**Q:** I have calculated band gaps for some wurtzite compounds and need electron masses for a transport estimate. The masses take another calculation. Can I get them from the gaps with a pocket calculator?

**A:** For most of the compounds below, yes. The gap decides most of the electron mass, because the same two sets of bands fix both. The masses to compare with are these.

Wurtzite crystals (space group P6_3mc), computed with Ansatz 0.2.0: r2SCAN, plane-wave PAW, scalar-relativistic, no spin polarisation, cutoff 500 eV, Gamma-centred k meshes, Gaussian smearing. Judging by the run names, the cells were relaxed with PBE, that of ZnS with r2SCAN. Masses are from central differences along x, y and z at the band edges.

| formula | element on site A | Z A | element on site B | Z B | volume per atom (Å³) | shortest distance (Å) | k mesh | smearing width | band gap (eV) | lightest electron mass (electron mass) | lightest hole mass (electron mass) | heaviest electron mass (electron mass) | heaviest hole mass (electron mass) |
| --- | --- | --- | --- | --- | --- | --- | --- | --- | --- | --- | --- | --- | --- |
| MgS | Mg | 12 | S | 16 | 23.10 | 2.465 | 6×6×4 | 0.02 eV | 4.047 | 0.269 | 0.273 | 0.278 | 3.48 |
| AlN | Al | 13 | N | 7 | 10.65 | 1.902 | 12×12×6 | 0.02 eV | 4.671 | 0.289 | 0.247 | 0.302 | 4.35 |
| ZnO | Zn | 30 | O | 8 | 12.33 | 1.999 | 12×12×6 | 0.02 eV | 1.170 | 0.179 | 0.208 | 0.182 | 2.93 |
| ZnS | Zn | 30 | S | 16 | 19.60 | 2.334 | 6×6×4 | 0.02 eV | 2.776 | 0.178 | 0.197 | 0.207 | 1.57 |
| GaN | Ga | 31 | N | 7 | 11.76 | 1.967 | 12×12×6 | 0.02 eV | 2.116 | 0.157 | 0.174 | 0.173 | 2.20 |
| CdSe | Cd | 48 | Se | 34 | 29.76 | 2.682 | 12×12×6 | 0.02 eV | 1.031 | 0.0908 | 0.102 | 0.0974 | 1.59 |

The names of the runs and the lengths of the cells indicate that only ZnS was relaxed with r2SCAN. The other five seem to have kept cells relaxed with PBE, a simpler functional that makes bonds slightly too long, and r2SCAN then gave the gaps and masses. Longer bonds usually lower such gaps a little. The gap and the masses of a row still belong to the same cell, so they can be compared with each other.

**Q:** There are two electron masses per compound. Which one do you mean?

**A:** An average of the two. In each of these crystals the lightest electron mass belongs to motion along the hexagonal axis and the heaviest to motion in the plane across it. A force acts on the inverse mass, so I average the inverses, with the plane counted twice because it has two directions. The two masses never differ by more than about 16 %, so little is lost by speaking of one electron mass $m$, given in units of the free-electron mass.

**Q:** Why should a gap, which is an energy, know anything about a mass?

**A:** The mass measures how fast the energy of an electron rises when it starts to move. At the zone centre, where all six gaps lie, the bottom of the conduction band is built mainly from s-like states and the top of the valence band from p-like states. At rest the two hardly mix. Once the electron has a wave number $k$, they couple with a strength proportional to $k$, and coupled levels repel each other. The conduction level is pushed up, so its energy rises faster than that of a free electron, and a faster rise means a lighter electron.

The size of the push follows from second-order perturbation theory. It is the square of the coupling, hence proportional to $k^2$, divided by the distance between the levels, which is the band gap $E_g$. The kinetic energy of a free electron is proportional to $k^2$ as well, so the two terms add in the inverse mass:

$$\frac{1}{m} = 1 + \frac{K}{E_g}, \qquad\text{or}\qquad m = \frac{E_g}{E_g + K}.$$

The 1 is the free electron, and $K$ is an energy that holds the strength of the coupling. This is the simplest form of what is called k·p theory.

**Q:** Is there a simpler system in which I can see this at work?

**A:** Take an electron on a line with a weak periodic potential. The potential opens a gap at the edge of the zone, and just above that gap the electron has exactly this inverse mass, with $K$ equal to four times the kinetic energy the free electron would have there. A weaker potential gives a smaller gap and a lighter electron.

The likeness ends with the value of $K$. On the line, $K$ falls as the inverse square of the period. From AlN to CdSe the bond grows from 1.90 to 2.68 Å, so $K$ should drop to about half. The calculated masses give 11.0 eV for AlN and 9.8 eV for CdSe, which is a far weaker change. The line explains the form of the rule, and the crystals have to supply the constant.

**Q:** Then what constant should I use?

**A:** Use $K = 11$ eV. I turned the formula round, worked out $K$ from the gap and the average electron mass of each of the six compounds, took the median and rounded it. Five of the six values lie between 9.8 and 11.4 eV. ZnO is the exception, with about half as much.

**Q:** Please work one through for me.

**A:** Take GaN, with a gap of 2.12 eV. Divide 11 by the gap, add one, and invert:

$$\frac{11}{2.12} = 5.2, \qquad \frac{1}{m} = 1 + 5.2 = 6.2, \qquad m = 0.16.$$

The calculated average is 0.167, so the rule comes out about 4 % low. Most of the inverse mass comes from the repulsion between the bands, and the free electron adds only the 1.

**Q:** And one that goes less well?

**A:** CdSe has half that gap, 1.03 eV:

$$\frac{11}{1.03} = 10.7, \qquad \frac{1}{m} = 11.7, \qquad m = 0.086.$$

The calculated average is 0.095, so the estimate is 10 % too light. That is the largest miss apart from ZnO. Both worked compounds were among the six that set the constant, so they show how closely one number can describe the set. They are no test on new material.

**Q:** Can I simplify further and take the mass as proportional to the gap?

**A:** Only when the gap is small, and the two limits of the formula show why. If $E_g$ is far below $K$, the 1 hardly counts and $m$ is close to $E_g/K$. If the gap were far larger than $K$, the repulsion would fade and the electron would be as heavy as a free one. The compounds here lie between these limits, though nearer the first.

In CdSe the free-electron term is less than a tenth of the inverse mass. In AlN, with a gap of 4.67 eV, it is nearly a third. This is why the mass grows more slowly than the gap: AlN has 4.5 times the gap of CdSe but only about three times its electron mass.

**Q:** How far can I trust the rule over the whole table?

**A:** Leave ZnO aside for a moment, and every estimate is within 10 % of the calculated average mass. For a single direction the miss can be larger, 13 % along the axis of ZnS. With ZnO included, the average miss is 11 %. If you ignored the gap and gave every compound the median mass, the average miss would be 31 %, so the gap carries real information.

A somewhat stricter trial is to leave out one of the five regular compounds at a time and take $K$ from the other four, by averaging its logarithm. The value of $K$ for the compound left out is then missed by typically 6 %. Five compounds are still a small basis.

**Q:** What goes wrong with ZnO?

**A:** Its gap, 1.17 eV, is close to that of CdSe, so the rule gives it nearly the same light electron. The calculated electron is almost twice as heavy as in CdSe, and the estimate is 47 % too low. To give the right mass, the rule would need a gap of about 2.4 eV.

The table helps to narrow down the reason. ZnS contains zinc too and obeys the rule. GaN has nearly the same bond length as ZnO and obeys it as well. So neither zinc nor a short bond is enough to upset the rule, and the trouble must come from oxygen itself or from what zinc and oxygen do together.

A likely part of the cause is the filled 3d shell of zinc. Functionals of this kind are known to place it too high in energy, close to the 2p levels of oxygen. The two sets mix, which pushes up the top of the valence band and shrinks the gap. A smaller gap alone would not upset the rule, because it would make the electron lighter in step and leave $K$ as it is. What needs explaining is a weak coupling, and the light hole of ZnO, which asks for a $K$ of only 6.8 eV, points to it as well. The mixing dilutes the p character at the valence top, and with it the coupling that makes electrons light. In the ZnO run, though, the d levels at the zone centre still lie 4 to 6 eV below that top, and from that distance the dilution is expected to be too small to halve $K$ by itself. In ZnS the p levels of sulfur lie higher, farther from the d shell, so the effect should be weaker. The table has no oxide of a metal without a d shell, so it cannot tell how much of the failure belongs to the d shell and how much to oxygen itself.

**Q:** I also have measured gaps. Surely they are better input?

**A:** They are better gaps, but they don't belong to this constant. The r2SCAN gaps are too small, and $K$ was set with them. For GaN the measured gap is roughly 3.5 eV, a recalled figure, and the rule would turn it into a mass of 0.24 instead of 0.16. The table has no measured masses that could say whether this is an improvement.

So use a gap from the same kind of calculation, with r2SCAN and without spin-orbit coupling, and read the result as an estimate of the mass that this calculation would give. Since too small a gap tends to go with too light an electron, the true mass may well be larger. An error in the gap passes almost fully into the answer: for GaN, a gap 10 % larger makes the estimated mass 8 % larger.

**Q:** Does the rule work for holes?

**A:** Not as it stands, but there is a short cut for the light hole. The repulsion that pushes the conduction band up pushes a valence band down, so the same coupling makes one kind of hole light. In all six compounds, ZnO included, the lightest hole mass is within 15 % of the electron mass in the same direction. That direction is along the axis in MgS and AlN, and in the plane in the other four.

With only two bands in play, electron and light hole would also share the same $K$. In CdSe they nearly do, with 9.8 eV from the electron and 11.1 eV from the hole. In AlN the hole asks for 23.6 eV, more than twice the electron's value. Farther bands must therefore contribute. The difference of the two values divided by the gap measures what they add to the inverse masses, 1.3 in CdSe and 2.7 in AlN. They are at work in both, but their share is much larger when the gap is wide. Theory suggests higher p-like bands, which press down on both edges and make the electron heavier and the hole lighter. Our 11 eV already contains their effect on the electron, so it should not be read as the bare coupling between two bands. On this picture the bare coupling lies between the electron's value and the hole's, so it may well be larger in AlN than in CdSe, and the steadiness of $K$ would then be partly a cancellation.

**Q:** And the heavy holes, which I suspect limit my p-type layers?

**A:** The gap is a poor guide to them. ZnS has 2.7 times the gap of CdSe, yet the heaviest hole masses of the two are almost equal. The two widest gaps, in AlN and MgS, do go with the heaviest holes, but there the top of the valence band is a single band, while in the other four it is a pair of equal energy, so these masses are not like for like. A heavy hole belongs to a p-like state that, for motion in that direction, does not couple to the s-like conduction edge, so the gap has no hold on it.

Be careful with hole masses in general, because spin-orbit coupling is missing from these calculations. It splits and mixes the states at the top of the valence band, most strongly in CdSe with its heavy atoms. There even the light-hole short cut describes the calculation better than the real crystal.

**Q:** Suppose I replace one element by another. What should I look at first?

**A:** Look at what happens to the gap. From AlN to GaN it falls from 4.67 to 2.12 eV, the s-like and p-like levels come closer, they repel each other more strongly, and the electron mass drops from 0.30 to 0.17. Then ask whether the top of the valence band is still made of nearly pure p states. If a filled d shell lies close below it or the anion is oxygen, both of which hold in ZnO, calculate the mass instead of estimating it.
